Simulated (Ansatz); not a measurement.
## Strength of the Te–C bond: C2H8SiTe → SiH2(CH3)Te + CH3

Gas-phase species: C2H8SiTe `C[SiH2][Te]C`, singlet; SiH2(CH3)Te, doublet; CH3 (methyl radical) `[CH3]`, doublet. 

Shapes, held fixed at every level: PBE0-D4/def2-TZVP. Flexible molecules stand in one conformer, not always the lowest. Programs: Ansatz 0.2.0. The zero-point and thermal change to 298 K, harmonic and unscaled (PBE0-D4/def2-TZVP), is -16.1 kJ/mol.

```
              level                    kind  ΔH(298 K) (kJ/mol)  less CCSD(T)/def2-TZVPP
  PBE-D4/def2-TZVPP                     GGA              +247.5                    +12.5
B3LYP-D4/def2-TZVPP           global hybrid              +227.5                     -7.5
 PBE0-D4/def2-TZVPP           global hybrid              +236.4                     +1.4
 wB97X-V/def2-TZVPP  range-separated hybrid              +240.5                     +5.5
      CCSD/def2-SVP   coupled cluster or CI              +200.9                    -34.1
    CCSD/def2-TZVPP   coupled cluster or CI              +220.3                    -14.7
 CCSD(T)/def2-TZVPP   coupled cluster or CI              +235.0                      0.0
```

The highest level, CCSD(T)/def2-TZVPP, gives ΔH(298 K) = +235.0 kJ/mol; the levels span +200.9 to +247.5. The column of differences is taken from that level and isn't an error. No measured value is set beside it here. Open shells run unrestricted. For atoms past krypton def2 sets carry core potentials with scalar relativity. Outer-core shells of Te are correlated, in sets that cover them unevenly.

Homolysis of the Te–C bond costs +235.0 kJ/mol at CCSD(T)/def2-TZVPP, a modest price for a single bond to carbon. The diffuse Te 5p orbital overlaps poorly with the compact carbon hybrid, and the tellanyl radical keeps its unpaired electron largely in a Te 5p orbital.

Breaking the bond unpairs two electrons and loses their correlation energy, so a fuller treatment of correlation strengthens it: CCSD rises from +200.9 to +220.3 kJ/mol with the larger basis, and the triples raise it further. The basis-set shift is large enough that the CCSD(T) value is probably not converged either, and PBE0's closeness to it may be partly fortuitous. PBE gives the strongest bond, probably through the overbinding common in GGAs.

Spin-orbit coupling should act the other way from a larger basis, since it stabilises the radical, with its two close-lying Te 5p orbitals, more than the closed-shell parent. The spread among the levels therefore doesn't bound the true bond enthalpy.
